\textbf{Student.} My notes say that light takes an electron from hole level $m$ to electron level $n$ only if $n=m$. My sample has a CdTe layer next to a shallow CdMgTe step, and I don't see why $n=m$ should hold there, or anywhere.

\textbf{Lecturer.} It is exact only in special cases, so let us derive what is general. There are four premises. First, independent electrons, with no electron--hole attraction. Second, weak light in the Coulomb gauge, $\mathbf{A}=A_0\hat{\boldsymbol{\epsilon}}\,[e^{i(\mathbf{q}\cdot\mathbf{r}-\omega t)}+\mathrm{c.c.}]$, so that an electron of charge $-e$ feels $(e/m_0)\mathbf{A}\cdot\mathbf{p}$ to first order in $A_0$. Third, the dipole approximation, $e^{i\mathbf{q}\cdot\mathbf{r}}\to 1$. Fourth, each state is one zone-centre Bloch function, the same in all layers, times a slowly varying envelope. With growth axis $z\parallel[001]$, in-plane position $\boldsymbol{\rho}$ and area $\mathcal{A}$,
\begin{equation}
\psi_c=F_cu_c,\quad F_c=\frac{e^{i\mathbf{k}'\cdot\boldsymbol{\rho}}}{\sqrt{\mathcal{A}}}f_n(z),\qquad
\psi_v=F_vu_v,\quad F_v=\frac{e^{i\mathbf{k}\cdot\boldsymbol{\rho}}}{\sqrt{\mathcal{A}}}g_m(z).
\label{states}
\end{equation}
The plane waves follow from in-plane translation symmetry. The normalisation is $\int f_n^2\,dz=\int g_m^2\,dz=1$ and $\Omega^{-1}\int_{\rm cell}u_b^*u_{b'}\,d^3r=\delta_{bb'}$, with $\Omega$ the cell volume. Levels are counted from 1, away from each band edge. At $\mathbf{k}=0$ the envelopes obey
\begin{equation}
-\frac{\hbar^2}{2}\frac{d}{dz}\frac{1}{m_e(z)}\frac{df_n}{dz}+V_ef_n=E_nf_n,\qquad
-\frac{\hbar^2}{2}\frac{d}{dz}\frac{1}{m_h(z)}\frac{dg_m}{dz}+V_hg_m=\varepsilon_mg_m,
\label{env}
\end{equation}
with $f$ and $f'/m$ continuous, the BenDaniel--Duke conditions. $E_n$ and $V_e$ are counted up from the conduction edge of CdTe, $\varepsilon_m$ and $V_h$ down from its valence edge.

\textbf{Student.} Is $g_m$ the envelope of the hole or of the missing electron?

\textbf{Lecturer.} Of the valence electron. The hole envelope is its complex conjugate and carries $-\mathbf{k}$. Bound solutions of (\ref{env}) can be chosen real, so the two $z$ envelopes coincide. The golden rule gives the rate $(2\pi/\hbar)(eA_0/m_0)^2|M|^2\delta(E_c-E_v-\hbar\omega)$, with $E_c$ and $E_v$ the energies of the two states and $M=\langle\psi_c|\hat{\boldsymbol{\epsilon}}\cdot\mathbf{p}|\psi_v\rangle$. The momentum is a derivative, so the product rule splits $M$:
\begin{equation}
M=\int F_c^*F_v\,\bigl[u_c^*\,\hat{\boldsymbol{\epsilon}}\cdot\mathbf{p}\,u_v\bigr]d^3r+\int F_c^*\bigl(\hat{\boldsymbol{\epsilon}}\cdot\mathbf{p}F_v\bigr)\bigl[u_c^*u_v\bigr]d^3r .
\label{split}
\end{equation}

\textbf{Student.} Now you will pull the envelopes out of each cell because they are slow. That always feels like hand-waving.

\textbf{Lecturer.} Then do it with Fourier series. Both square brackets are lattice periodic:
\begin{equation}
u_c^*\,\hat{\boldsymbol{\epsilon}}\cdot\mathbf{p}\,u_v=\sum_{\mathbf{G}}a_{\mathbf{G}}e^{i\mathbf{G}\cdot\mathbf{r}},\qquad
u_c^*u_v=\sum_{\mathbf{G}}b_{\mathbf{G}}e^{i\mathbf{G}\cdot\mathbf{r}} .
\end{equation}
The $\mathbf{G}=0$ coefficients are cell averages. So $a_0=\hat{\boldsymbol{\epsilon}}\cdot\mathbf{p}_{cv}$ with $\mathbf{p}_{cv}=\Omega^{-1}\int_{\rm cell}u_c^*\mathbf{p}\,u_v\,d^3r$, and $b_0=0$ by orthogonality. The in-plane integral of each term is
\begin{equation}
\frac{1}{\mathcal{A}}\int e^{i(\mathbf{k}-\mathbf{k}'+\mathbf{G}_\parallel)\cdot\boldsymbol{\rho}}\,d^2\rho=\delta_{\mathbf{k}',\,\mathbf{k}+\mathbf{G}_\parallel},
\end{equation}
and for $\mathbf{k},\mathbf{k}'$ near the zone centre only $\mathbf{G}_\parallel=0$ satisfies it. What remains are $z$ integrals such as $\int f_ng_me^{iGz}dz$ with $G$ a multiple of $4\pi/a_{\rm lat}$, where $a_{\rm lat}$ is the cubic lattice constant. Slow means that these vanish for $G\neq0$, and we will put a number on that. Then the second term of (\ref{split}) is zero, the first keeps only $a_0$, and
\begin{equation}
M=(\hat{\boldsymbol{\epsilon}}\cdot\mathbf{p}_{cv})\,\delta_{\mathbf{k}',\mathbf{k}}\,S_{nm},\qquad S_{nm}=\int f_n(z)\,g_m(z)\,dz .
\label{result}
\end{equation}

\textbf{Student.} Three factors, three rules?

\textbf{Lecturer.} Yes. The Kronecker delta makes transitions vertical. The Bloch factor fixes polarisation. With $P=|\langle S|p_x|X\rangle|$, a heavy-hole state has orbital part $(X\pm iY)/\sqrt2$, so $|\hat{\boldsymbol{\epsilon}}\cdot\mathbf{p}_{cv}|^2$ is $P^2/2$ for linear in-plane polarisation and zero along $z$. For a light-hole state, summed over the conduction spin, it is $P^2/6$ and $2P^2/3$. The overlap decides which pairs of subbands appear. For parabolic subbands with in-plane reduced mass $\mu$, the sum over $\mathbf{k}$ of the energy delta is $\mathcal{A}\mu/2\pi\hbar^2$ above the threshold $E_g+E_n+\varepsilon_m$ and zero below, so each pair adds an absorption step whose height is proportional to $\mu S_{nm}^2$.

\textbf{Student.} The $f_n$ are orthogonal among themselves. Why not to the $g_m$?

\textbf{Lecturer.} Because they are eigenfunctions of different operators. One exact identity shows how different. Write $m_e(z)=m_e\,\eta_e(z)$ with $m_e$ the CdTe value, likewise for holes, and define $U_e=2m_eV_e/\hbar^2$, $\lambda_n^e=2m_eE_n/\hbar^2$, $U_h=2m_hV_h/\hbar^2$ and $\lambda_m^h=2m_h\varepsilon_m/\hbar^2$, all in nm$^{-2}$. Equation (\ref{env}) becomes $-(f'/\eta_e)'+U_ef=\lambda^ef$, and the same for $g$. Multiply the first by $g_m$, the second by $f_n$, and integrate the kinetic terms by parts. The boundary terms vanish because $f'/\eta_e$, $g'/\eta_h$, $f$ and $g$ are continuous and the envelopes vanish far away. Subtracting,
\begin{equation}
(\lambda_n^e-\lambda_m^h)\,S_{nm}=\int(U_e-U_h)f_ng_m\,dz+\int\Bigl(\frac1{\eta_e}-\frac1{\eta_h}\Bigr)f_n'g_m'\,dz .
\label{ident}
\end{equation}
If $U_e=U_h$ and $\eta_e=\eta_h$ everywhere, the two operators are the same and $S_{nm}=\delta_{nm}$ for any shape of well, symmetric or not. Off-diagonal overlaps are driven by the mismatch.

\textbf{Student.} And the infinite well?

\textbf{Lecturer.} For a flat bottom between infinite walls at $0$ and $L$, both $U$ vanish inside and $\eta=1$, so both equations are $-y''=\lambda y$ with $y(0)=y(L)=0$. The solutions $\sqrt{2/L}\sin(n\pi z/L)$ contain no mass, and $S_{nm}=\delta_{nm}$. The flat bottom is part of the premise. Infinite walls around your step would not give $\delta_{nm}$.

\textbf{Student.} With finite barriers the identity has a right-hand side. What survives?

\textbf{Lecturer.} Two things. The eigenfunctions of the hole equation, bound and continuum together, are complete, so
\begin{equation}
\sum_mS_{nm}^2+(\text{continuum part})=1 .
\label{sum}
\end{equation}
Strength taken by weak lines is lost by the strong one. The second is parity. Put the origin at the centre and let $V$ and $m$ be even in $z$. If $f(z)$ solves (\ref{env}), so does $f(-z)$. Bound levels in one dimension are non-degenerate: for two bound solutions at one energy, $(f_af_b'-f_bf_a')/m$ is constant and vanishes at infinity, which makes them proportional. Hence $f(-z)=\pm f(z)$. The $n$th level has $n-1$ simple nodes, placed symmetrically. An odd number of them must include $z=0$, where the function changes sign, so it is odd; an even number excludes $z=0$, so it is even. The parity is $(-1)^{n-1}$. Replacing $z$ by $-z$ in the overlap gives $S_{nm}=(-1)^{n+m}S_{nm}$, so
\begin{equation}
S_{nm}=0\ \text{ for } n-m \text{ odd (symmetric well)} .
\end{equation}
Nothing forbids $n-m=\pm2,\pm4,\dots$

\textbf{Student.} Allowed is not the same as strong.

\textbf{Lecturer.} The identity gives the size. Take a square well of width $L$, uniform masses and barrier values $U_e^b$, $U_h^b$. Inside, $\lambda=k^2$. Outside, the envelopes decay with $\kappa^2=U^b-k^2$. The right-hand side of (\ref{ident}) comes from the barriers alone. Each gives $f_n(L/2)g_m(L/2)/(\kappa_e+\kappa_h)$, and for equal parity the two add:
\begin{equation}
S_{nm}=\frac{2\,(U_e^b-U_h^b)\,f_n(L/2)\,g_m(L/2)}{(\kappa_e+\kappa_h)(k_e^2-k_h^2)} .
\label{sym}
\end{equation}
It vanishes for $n\neq m$ when $m_eV_e^b=m_hV_h^b$, the case of equal penetration level by level. Otherwise it is small because the envelopes are small at the interfaces and the denominator is large, $8\pi^2/L^2$ for the pair $(1,3)$ in the deep-well limit.

\textbf{Student.} My step has no mirror plane.

\textbf{Lecturer.} So parity is gone, every $S_{nm}$ is allowed, and (\ref{ident}) and (\ref{sum}) remain. For a first look take infinite walls at $0$ and $L$, uniform masses and steps $U_e^s$, $U_h^s$ over $L/2<z<L$. To first order in the steps, put the sine functions into the right-hand side of (\ref{ident}) and $\lambda_1^e-\lambda_2^h=-3\pi^2/L^2$ into the left. The integral is $(2/L)\int_{L/2}^L\sin(\pi z/L)\sin(2\pi z/L)\,dz=-4/3\pi$, so
\begin{equation}
S_{12}\approx\frac{4L^2\,(U_e^s-U_h^s)}{9\pi^3} .
\label{pert}
\end{equation}
Asymmetry alone does not open the line. It opens because electron and hole respond unequally to the asymmetry.

\textbf{Student.} Then let us do my structure: Cd$_{0.70}$Mg$_{0.30}$Te for $z<0$, CdTe for $0<z<5$ nm, Cd$_{0.95}$Mg$_{0.05}$Te for $5<z<10$ nm, and Cd$_{0.70}$Mg$_{0.30}$Te beyond.

\textbf{Lecturer.} For the CdTe gap take the compiled 300 K value of 1.48 eV (Skelton 2020). The rest are typical inputs: $m_e=0.096\,m_0$, heavy-hole mass along $z$ of $0.63\,m_0$, both uniform, a gap that rises by about 1.7 eV per unit Mg fraction, 30 per cent of the rise in the valence band, and no strain. The steps are $V_e^s=59.5$ and $V_h^s=25.5$ meV, the outer barriers 357 and 153 meV. With $\hbar^2/2m_0=38.10$ meV nm$^2$,
\begin{equation}
U_e^s=0.150,\quad U_e^b=0.900,\quad U_h^s=0.422,\quad U_h^b=2.53\ \text{nm}^{-2}.
\end{equation}

\textbf{Student.} The hole has the lower step in meV and the higher one in $U$.

\textbf{Lecturer.} And $U$ is what shapes the envelope. The two would match for a valence share $m_e/(m_e+m_h)=0.13$. Equation (\ref{pert}) with $L=10$ nm gives $S_{12}=-0.39$, but $U_h^sL^2/\pi^2=4.3$ is not small, so solve the model exactly. Let $k^2=\lambda$, $\kappa^2=U^b-\lambda$, $s^2=\lambda-U^s$ and $d=5$ nm. Starting from $e^{\kappa z}$ on the left, the CdTe solution is proportional to $\sin(kz+\delta)$ with $\tan\delta=k/\kappa$. Starting from the decaying exponential on the right, the step solution is proportional to $\sin[s(2d-z)+\gamma]$ with $\tan\gamma=s/\kappa$. Matching logarithmic derivatives at $z=d$,
\begin{equation}
k\cot(kd+\delta)+s\cot(sd+\gamma)=0 ,
\end{equation}
continued to hyperbolic functions when $\lambda<U^s$. The electron ground level has $\lambda_1^e=0.122$ nm$^{-2}$, or $E_1=48.5$ meV. With every envelope taken positive in the left barrier, the model gives
\begin{center}
\begin{tabular}{cccccc}
pair & $\lambda_m^h$ (nm$^{-2}$) & $\varepsilon_m$ (meV) & threshold (eV) & $S_{1m}$ & $S_{1m}^2$\\
e1--hh1 & 0.185 & 11.2 & 1.54 & 0.972 & 0.945\\
e1--hh2 & 0.579 & 35.0 & 1.56 & $-0.200$ & 0.040\\
e1--hh3 & 0.890 & 53.8 & 1.58 & 0.095 & 0.0091
\end{tabular}
\end{center}
The squares add to 0.994, which leaves little of (\ref{sum}) to higher levels. The three digits belong to the arithmetic of the model, not to the material.

\textbf{Student.} First order was too large by about a factor of two. Can I see where $-0.200$ comes from?

\textbf{Lecturer.} From (\ref{ident}) with the exact envelopes. The step layer contributes $0.1066$ nm$^{-2}$, the two outer barriers $-0.0154$ nm$^{-2}$, and the sum $0.0913$ nm$^{-2}$ is divided by $\lambda_1^e-\lambda_2^h=-0.457$ nm$^{-2}$. In words, e1 has 72 per cent of its probability in the CdTe layer and hh1 has 88 per cent. The part of e1 that spreads into the step is picked up mostly by hh2. For comparison remove the step and keep a symmetric 10 nm CdTe well with the same barriers. Then $S_{12}=0$, and (\ref{sym}) gives $S_{13}^2=0.0031$. The step opens e1--hh2 at 4.2 per cent of the strong line in squared overlap and raises e1--hh3 as well.

\textbf{Student.} A line of a few per cent could drown in what you neglected. Go through the premises.

\textbf{Lecturer.} Start with the harmless ones. With the typical lattice constant 0.648 nm the smallest $G$ is 19.4 nm$^{-1}$. For uniform masses $fg$ and its slope are continuous, while its second derivative jumps by $(U_e^b+U_h^b)fg$ at the left interface. Three integrations by parts give a $G\neq0$ integral of magnitude $(U_e^b+U_h^b)fg/G^3$, which is $1.3\times10^{-5}$ for e1--hh2. Admixture of valence Bloch functions into the conduction state, the source of non-parabolicity, has a weight of order $E_1/E_g=0.033$. The split-off band lies 0.95 eV below the valence edge (compiled value, Peralta 2006), far beyond the hole energies. If the electron mass scales roughly with the gap, $\eta_e$ is 1.06 in the step and 1.34 in the barriers. The last term of (\ref{ident}), evaluated with the same envelopes and $\eta_h=1$, is then $-0.0024$ nm$^{-2}$, 3 per cent of the main term. The envelopes would readjust too, so read this as a size and not as the full correction.

\textbf{Student.} And the photon wavevector? It is always called negligible.

\textbf{Lecturer.} Against the zone it is. With the refractive index estimated from the compiled high-frequency dielectric constant 7.2 (Rakita 2019), $q=\sqrt{7.2}\,\omega/c=0.021$ nm$^{-1}$ at 1.54 eV. Keeping it turns the delta into $\mathbf{k}'=\mathbf{k}+\mathbf{q}_\parallel$ and the overlap into $\int f_ng_me^{iq_zz}dz$. The term linear in $q_z$ connects opposite parities. In a 10 nm infinite well $|\langle1|z|2\rangle|=16L/9\pi^2=1.80$ nm, so at normal incidence the forbidden pair acquires $(q\langle1|z|2\rangle)^2=0.0014$. That is small beside 0.040 but about half of 0.0031. The parity rule is a dipole rule, good to roughly one part in a thousand here.

\textbf{Student.} You said harmless ones first.

\textbf{Lecturer.} Two are not harmless. The single-band form (\ref{states}) for holes holds at $\mathbf{k}=0$ only. The Luttinger Hamiltonian couples heavy and light holes through a term of magnitude $2\sqrt3\,\gamma_3(\hbar^2/2m_0)\,k_\parallel k_z$, with $k_\parallel=|\mathbf{k}|$ and $k_z=-i\,d/dz$. Being odd in $z$, it mixes hh2 with lh1 even in a symmetric well. Take a typical $\gamma_3\approx2.0$ and the infinite-well element $|\langle2|d/dz|1\rangle|=8/3L$: the coupling is $70$ meV nm times $k_\parallel$. A typical light-hole mass of $0.12\,m_0$ in the same potential puts lh1 at 29 meV, only 6 meV from hh2, although strain can move it by an amount of order 10 meV.

\textbf{Student.} Which $k_\parallel$ matters?

\textbf{Lecturer.} The exciton sets it, and that is the second item. With a typical in-plane heavy-hole mass of $0.2\,m_0$, $\mu=0.065\,m_0$. The compiled static dielectric constant 10.2 (Rakita 2019) then gives an effective Rydberg of 8.5 meV and a Bohr radius $a_B=8.3$ nm. At $k_\parallel=1/a_B$ the coupling is $W=8$ meV. For two levels with spacing $\Delta$ and coupling $W$ the admixed weight is $\tfrac12[1-\Delta/\sqrt{\Delta^2+4W^2}]$, about a third here. The light-hole Bloch factor is a third of the heavy-hole one for in-plane polarisation, and the e1--lh1 overlap is near unity, so hh2 borrows about 0.1 on the scale of the table, more than its own 0.040.

\textbf{Student.} And the attraction itself?

\textbf{Lecturer.} It replaces conservation of each $\mathbf{k}$ by conservation of the pair's total in-plane momentum. If the exciton is built from one pair of subbands, summing (\ref{result}) over $\mathbf{k}$ with the exciton amplitudes multiplies $S_{nm}^2$ by $|\phi(0)|^2$, the in-plane relative-motion density at zero separation, and the overlap rule stands. The attraction also mixes subband pairs. Its scale against the hh1--hh2 spacing of 23.9 meV is $8.5/23.9=0.36$. Only the part that varies across the well mixes levels, so the amplitude is a fraction of that, but on this estimate alone it cannot be called negligible beside 0.200. In a symmetric well it conserves the product of electron and hole parities, so by itself it leaves odd $n-m$ dark.

\textbf{Student.} So when may I use the rule, and what do I quote?

\textbf{Lecturer.} Use (\ref{result}) for layers many lattice constants thick, confinement energies well below the gap, $q_zL\ll1$, in-plane wavevectors small enough that the heavy--light coupling stays below the level spacing, and subband spacings larger than the Coulomb energy. Within that range $\delta_{nm}$ needs identical scaled equations for electron and hole, as in the flat infinite well, and the even-$(n-m)$ rule needs mirror-symmetric potentials and masses, with no electric field along $z$. For your structure the model's threshold of 1.54 eV is typical of CdTe wells of this thickness at room temperature, with the exciton peak typically 15 to 20 meV below the threshold. The model's 0.945 for the strong line is only mildly affected by the neglected terms. The model's 0.040 for e1--hh2 is the band-edge overlap alone. It depends on the assumed valence share, vanishing at 0.13, and with lh1 as close as estimated a real spectrum can carry a few times more strength near that energy.